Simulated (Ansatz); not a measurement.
# Work function of unrelaxed Li(110) films from 1 to 13 layers with PBE

A second atomic layer raises the work function of a Li film, yet the layers after it bring it down again. If a film simply grew more like the thick metal with each layer, I would expect a steady approach from one side. The question is how that approach really runs, and after how many layers it is over. It matters wherever a very thin alkali-metal layer serves as an electron-injecting contact, since the work function enters the barrier there, and it tells how thick a slab must be to stand for a surface. The quantity is the PBE vacuum level less the Fermi level, for (110) films with atoms held at bulk places. I measure each film against the 13-layer one, which is the thickest here and not an infinite crystal.

## Calculations

Ansatz 0.2.0, plane-wave Kohn-Sham DFT with its default PAW datasets at a cutoff of 420 eV. Symmetric 1×1 slabs of 1 to 13 layers are cut at the tabulated measured lattice constant with atoms at bulk places and 18 Å of vacuum. In-plane k-spacing 0.16 Å⁻¹ (2π included), Fermi-Dirac smearing of 0.1 eV, dipole correction on. Spin-paired. Scalar-relativistic, no spin-orbit coupling. PBE. The crystal is bcc; the mesh is the same for all thicknesses of a face.

Notes on method and selection:

- Confinement between the two faces quantises the states along the normal, so values can oscillate with thickness.
- The atoms are not relaxed; free films of one to three layers would take another lattice constant.
- Runs in which the search for lower states was switched off are not listed.
- Work functions and vacuum levels are read from the electrostatic potential (Hartree and local ionic parts), which a warning of a rough exchange-correlation potential in thin density does not concern.
- Error sizes named in these notes are rules of thumb and were not measured on these runs.
- The default PAW datasets of this version of Ansatz are the set soft_2.
- Runs that did not converge, have known faults or may not be shown are not listed, and runs on Ansatz's PAW sets soft_1 and soft_2 are kept to separate tables.

Columns:

- layers: number of atomic layers.
- thickness (Å): distance between the outermost atomic planes.
- Φ (eV): work function: vacuum level outside the slab less the Fermi level.
- ΔΦ to thickest (eV): work function less that of the thickest slab of the same face.

Input lines of one member:

```
kpoints:
  mp_grid: { grid: [14, 14, 1] }
hamiltonian:
  xc: pbe
scf:
  occupations: { method: fermi_dirac, width: 0.1 }
  convergence: { dr2_threshold: 1.0e-09 }
efield:
  axis: 3
  dipole_correction: true
  ramp_position: 0.97
  ramp_width: 0.06
output:
  write_potential: true
  write_density: true
```

Command (options for logging and memory left out): `ansatz run input.yaml --threads 2 --backend cpu`

## Numbers

| member | layers | thickness (Å) | Φ (eV) | ΔΦ to thickest (eV) |
| --- | --- | --- | --- | --- |
| 1 layer | 1 | 0.00 | 3.318 | 0.0588 |
| 2 layers | 2 | 2.47 | 3.383 | 0.1242 |
| 3 layers | 3 | 4.94 | 3.340 | 0.0810 |
| 4 layers | 4 | 7.40 | ? | ? |
| 5 layers | 5 | 9.87 | 3.273 | 0.0138 |
| 6 layers | 6 | 12.34 | 3.255 | −0.0043 |
| 7 layers | 7 | 14.81 | 3.254 | −0.0056 |
| 8 layers | 8 | 17.27 | 3.255 | −0.0039 |
| 10 layers | 10 | 22.21 | 3.258 | −0.0012 |
| 13 layers | 13 | 29.61 | 3.259 | 0.0000 |

Cells marked ? are withheld until the estimate has been made.

## Reading the trend

The work function rises by 3.383 − 3.318 = 0.065 eV from one layer to two, and the two-layer film has the largest value shown. It then falls through the listed films to 3.254 eV at seven layers. Between three and five layers the mean slope is (3.273 − 3.340) / 2 = −0.034 eV per layer. From six layers on, every listed film lies within 0.006 eV of the thickest, so for fixed atoms the approach is practically over at about 12 Å.

Confinement is a plausible cause of the overshoot and the later flattening, though the table alone does not prove it. Electrons between two faces occupy subbands, and a new subband drops below the Fermi level each time the film thickens by half a Fermi wavelength. This moves the Fermi level and also changes the spill-out of charge that makes the surface dipole. For free electrons, one per atom in a bcc crystal of cube edge a, the (110) layer spacing is a / √2 and the Fermi wavevector is the cube root of 6π², divided by a. Spacing times wavevector over π then gives about 0.88 of a subband per layer. Sampled at whole layers, the mismatch repeats after 1 / (1 − 0.88) ≈ 8 layers, so the work function should drift slowly and not alternate between odd and even films. A high value at two layers and a low one at seven are roughly half such a period apart. That fits the picture, but the strong variation covers too few layers to establish a period.

The swing should also fade with thickness, because each subband becomes a smaller part of the whole. The rise from seven to thirteen layers is only 0.0056 eV, and I read no physics into its details.

A flat end of the series does not make its level that of a real surface. When I relaxed the atoms of one thicker film, its work function fell by more than the thicker films differ among themselves. Widening the vacuum for the same film changed nothing.

## Estimating the withheld member

Plain estimates from the members shown:

- 4 layers, straight-line interpolation between 3 layers and 5 layers: w = (4 − 3) / (5 − 3) = 0.500, so 3.340 + 0.500 × (3.273 − 3.340) = 3.306 eV

Four layers sit on the falling stretch, where the confinement picture gives a slow drift and no odd-even jump. Interpolation between three and five layers is therefore reasonable, and the straight line gives 3.306 eV. What remains is the curvature.

I tried the same straight line on the shown films of this stretch, each from its nearest listed neighbours:

- Three layers, from two and five: 3.383 − (3.383 − 3.273) / 3 = 3.346 eV, against 3.340 eV, a miss of −0.006 eV.
- Five layers, from three and six: 3.340 − (3.340 − 3.255) × 2 / 3 = 3.283 eV, against 3.273 eV, a miss of −0.010 eV.
- Six layers, from five and seven: (3.273 + 3.254) / 2 = 3.264 eV, against 3.255 eV, a miss of −0.009 eV.

The line is too high each time, as it must be for a fall that levels off. The mean miss is −(0.006 + 0.010 + 0.009) / 3 = −0.008 eV, which gives 3.306 − 0.008 = 3.298 eV.

The route fails at two layers, where the line from one and three gives (3.318 + 3.340) / 2 = 3.329 eV and so lies 3.383 − 3.329 = 0.054 eV too low, because that film is the peak and one neighbour is the single layer. At seven and eight layers the curve is flat and the line needs almost no shift. The three misses share data points, so their small spread would flatter the result. I take the whole shift, 0.008 eV, as the standard deviation.

**Committed estimate, 4 layers: Φ = 3.298 ± 0.008 eV.**

## The answer

| member | layers | thickness (Å) | Φ (eV) | ΔΦ to thickest (eV) |
| --- | --- | --- | --- | --- |
| 4 layers | 4 | 7.40 | 3.301 | 0.0414 |

| member | estimate | Φ (eV) | computed | estimate − computed | miss in error bars |
| --- | --- | --- | --- | --- | --- |
| 4 layers | committed | 3.298 | 3.301 | −0.003 | 0.4 |
| 4 layers | interpolation | 3.306 | 3.301 | +0.005 |  |

The four-layer film has a work function of 3.301 eV. My 3.298 eV is 0.003 eV too low and well inside the error bar of 0.008 eV. The straight line was 0.005 eV too high by the rounded values. The ΔΦ column carries one more digit and gives (0.0810 + 0.0138) / 2 − 0.0414 = 0.006 eV. The correction for curvature therefore helped, but only by 0.002 to 0.003 eV, which is too little to make much of.

The sign of the correction was right: the fall levels off, and a straight line between neighbours overshoots here as it did at three, five and six layers. Its size was too large, because I took the mean of misses that came partly from wider gaps and from the bend near six layers.

The expectation of no odd-even jump also held. From two layers to six the successive changes are 3.340 − 3.383 = −0.043 eV, 3.301 − 3.340 = −0.039 eV, 3.273 − 3.301 = −0.028 eV and 3.255 − 3.273 = −0.018 eV, a fall that slows with every layer. This agrees with the slow drift that confinement gives for this layer spacing. A surface dipole that simply settles as the film gains an interior could produce the same smooth fall, so the new value supports the absence of alternation, at this smearing, more than it supports the eight-layer period.

In reading the trend I passed over the smearing, and I concluded too much from the flat end. A Fermi-Dirac width of 0.1 eV fills each subband gradually as it crosses the Fermi level, which damps any swing that confinement causes. The damping grows with thickness, because the subbands move closer together while the width stays the same. Part of the flatness beyond six layers can therefore come from the smearing, and not only from each subband becoming a smaller part of the whole. No series with a smaller width is listed here, so I cannot say how much the thicker films would swing then, or whether the approach would still be over at about 12 Å.

I also spoke of a film with relaxed atoms and of one with a wider vacuum. Neither is in the tables, so what I said about them cannot be checked here.

## Departures from the trend

Only the single layer stands out. Carrying the step between three and two layers back by one more layer would put it at 3.383 + (3.383 − 3.340) = 3.426 eV, and it lies 3.426 − 3.318 = 0.108 eV below that. A possible reason, which these films do not test, is that it has no interior: the same atoms form both faces, so the charge that spills out on either side comes from one plane, and a trend set by adding layers between two faces need not reach back to it. The imposed bulk spacing may add to the departure. If a free single layer would contract, the fixed lattice keeps its electron density too low, which tends to lower the work function.

The two-layer film has the highest value of the series, 0.124 eV above the thickest, but it is in line with the fall that follows.

## Closing remarks

For (110) films with fixed atoms and a smearing of 0.1 eV, six layers, or about 1.2 nm, already give the work function of the 13-layer film to within 0.006 eV. Whether six are enough at a smaller smearing is not tested here, since confinement could then make the thicker films swing more. Between three and six layers, a straight line between the nearest films shown before the answer came out 0.006 to 0.010 eV too high. Among the thicker films it is good to a few thousandths of an eV at this smearing, but it fails at the two-layer peak.

In terms of the photoelectric threshold, with λ = 1240 eV nm / Φ, the two-layer film gives 1240 / 3.383 = 367 nm and the thickest 1240 / 3.259 = 380 nm, a shift of about 14 nm before rounding.

An important effect left out is the support. A metal of higher work function draws electrons from the first Li layer, and the resulting dipole can change the work function by far more than thickness does here. These numbers therefore describe free films, not the first layers of a real contact.

[Logs are printed without paths, hosts, clocks, repeated set-up lines and the standing remarks that a program may print on its own settings, such as how far it seeks lower states.]
